## Bare exchange in a metal: how far does a filled level sink?

Ruthenium is a metal, so its filled and empty electron levels meet at the Fermi level with no gap between them. The calculation here, on an hcp cell with its volume scaled up by 4 %, starts from LDA levels and replaces the LDA exchange-correlation energy of each state by bare, unscreened exchange, leaving the states themselves unchanged. Five levels are known before and after this replacement. The question is where the sixth, the top filled state in row 1, starts and where it ends up.

First-order Hartree-Fock levels from Yambo 5.3.0 on Quantum ESPRESSO LDA states for hcp Ru, volume scaled by 1.04, without spin polarisation or spin-orbit coupling. Settings are a 3×3×4 k mesh, PseudoDojo 0.4.1 SR LDA stringent potentials, a 1197.3 eV wave cutoff and 0.05 eV Fermi-Dirac smearing. Each column of levels counts from its own highest filled level.

```tsv
row	state k a (reciprocal cell vector)	state k b (reciprocal cell vector)	state k c (reciprocal cell vector)	state band	state start level (eV)	state corrected level (eV)
1	?	?	?	top filled	?	?
2	0.000	0.000	0.000	first empty	0.954	3.465
3	0.000	0.333	0.000	top filled	0.000	0.000
4	0.000	0.333	0.000	first empty	0.395	1.920
5	0.000	0.333	-0.250	top filled	-0.136	-1.825
6	0.000	0.333	-0.250	first empty	0.194	2.039
```

The three k coordinates say which crystal wave a state belongs to. Each column of levels is counted from its own highest filled level, which is row 3 both times. "Top filled" and "first empty" refer to one k point, so the distance between them is a separation at that point and not a band gap of the metal.

### What the known levels show

The separation between filled and empty grows at both k points where it can be followed, but by very different amounts. From row 3 to row 4 it grows by 1.5 eV, and from row 5 to row 6 by 3.5 eV. A rigid upward shift of all empty levels would have given the same growth twice. The second growth is somewhat more than double the first, which suggests that one of the four states takes only half of some common effect.

Such an effect exists in the exchange energy on a finite mesh of k points. Exchange lowers a state through its interaction with filled states, and the Coulomb weight $4\pi e^2/q^2$ is largest when the two have nearly the same k, that is, when their difference $q$ is small. At $q=0$ a state overlaps only with itself. It therefore gains this large contribution in proportion to its own filling $f$, which is one for a full state and zero for an empty one.

The size follows from averaging the Coulomb weight over the small volume of k space that belongs to one mesh point. If that volume is taken as a sphere of radius $q_0$, a full state is lowered by

$$A=\frac{2e^2q_0}{\pi},\qquad q_0=\left(\frac{6\pi^2}{V}\right)^{1/3}.$$

Here $V$ is the crystal volume that the mesh represents: 36 cells of two atoms with 14.12 Å³ each, or 1017 Å³. This gives $q_0=0.388$ Å⁻¹ and, with $e^2=14.4$ eV Å, $A\approx3.6$ eV. The true volume element is flatter than a sphere, so the estimate is somewhat too high.

Row 3 is the highest filled level. Suppose that it sits exactly at the Fermi level and is half filled by the thermal smearing. A state with filling $f$ then shifts relative to row 3 by $A(0.5-f)$: full states sink by about 1.8 eV and empty ones rise by as much. The half filling is an assumption, chosen with the known levels in view, whereas $A$ comes from the mesh alone.

On the four known levels other than row 3, this rule has a root-mean-square error of 0.4 eV. Treating row 3 as completely full raises the error to 1.7 eV. Stretching all levels by one common factor, found by least squares on the same four levels, leaves 0.9 eV. The largest error of the filling rule, 0.7 eV, occurs for row 2, the level farthest from the Fermi level.

### Forecast for row 1

The levels are listed in pairs, so row 1 should share the k point of row 2, which is Γ, the centre of k space. Its start level is forecast at −0.8 ± 0.7 eV. This is a weak guess that only places the level somewhere within about 1.5 eV below the highest filled level, because the filling rule gives shifts and no starting positions.

A state at that depth is full, or nearly so at the shallow end of the range, so its shift relative to row 3 should be −1.8 ± 0.8 eV, with an error bar that follows the largest error among the known levels. The corrected level is then −2.6 ± 1.1 eV. The shift is the real test of the filling rule. That neither level lies above zero follows from the choice of zero and would be no success.

The withheld rows as computed:

```tsv
row	state k a (reciprocal cell vector)	state k b (reciprocal cell vector)	state k c (reciprocal cell vector)	state band	state start level (eV)	state corrected level (eV)
1	0.000	0.000	0.000	top filled	-1.494	-5.019
```

### What the revealed level changes

Three zeros in the k columns mean Γ, as forecast. The start level, −1.5 eV, lies just inside its error bar. The shift does not: the state sinks by 3.5 eV, about twice the forecast and far outside the range. The corrected level of −5.0 eV is therefore 2.4 eV deeper than forecast, and most of that error comes from the shift.

The failure shows that filling is not enough. Rows 1 and 5 are both full or nearly so, and the rule lets their shifts differ by only 0.2 eV, yet they differ by 1.8 eV. The distance between row 1 and the empty state in row 2 grows by 6.0 eV (3.5 eV down and 2.5 eV up). The mesh term can supply at most $A$, about 3.6 eV, whatever the filling of row 3.

The rest must come from the remaining exchange terms, mostly with the other filled states, less the LDA energy that was removed. Bare exchange is known to widen the bands of a metal, because it binds states deep in the band more strongly than states near the Fermi level. Row 1 is the deepest level here and sinks the most, in line with this. Distance from the Fermi level isn't the whole story, however, since row 4 starts higher than row 6 but rises less. The shape of the individual orbitals may decide such cases, which these levels alone cannot test. The k mesh is also coarse, so such small differences are not secure. The cutoffs are usual working values and not limits, but nothing here shows that they matter at this level. The number of empty bands plays no part, because bare exchange sums only over filled and partly filled states.

The result does not remove the case for a partly filled row 3. That idea rested largely on row 5 sinking 1.7 eV further than row 3. A difference just as large has now appeared between two filled states, but rows 1 and 5 start 1.4 eV apart and rows 3 and 5 only 0.14 eV apart. A widening in proportion to depth, scaled from the first pair, would part rows 3 and 5 by about 0.2 eV and not by 1.7 eV. The two large misses of the filling rule, 1.7 eV for row 1 and 0.7 eV for row 2, belong to the two levels farthest from zero, and both levels move outward by more than the rule allows. The widening therefore appears to add to the filling step and not to replace it. The half filling itself remains an assumption, since the table holds no occupations. A denser mesh would help to separate the two causes, because the mesh term shrinks: the same estimate gives 1.2 eV on a 12×12×6 mesh. That mesh misses the k point of rows 5 and 6, so an actual test needs a multiple of four divisions along c.

The opened separations are therefore no evidence that ruthenium has a gap. One part belongs to the coarse mesh and, for states close to the Fermi level, should fade as the mesh is refined. Another belongs to unscreened exchange, which wrongly thins out the levels of a metal around the Fermi level even on a dense mesh. In an insulator, filling is all or nothing, so the $q=0$ term lowers every filled state by its full amount. There it is a proper share of the exchange and not an error: on a finer mesh the neighbouring k points, which are filled too, take over what it loses. A calculation with screened exchange would behave differently in the metal, where mobile electrons weaken the long-range interaction behind both of the metal's errors.
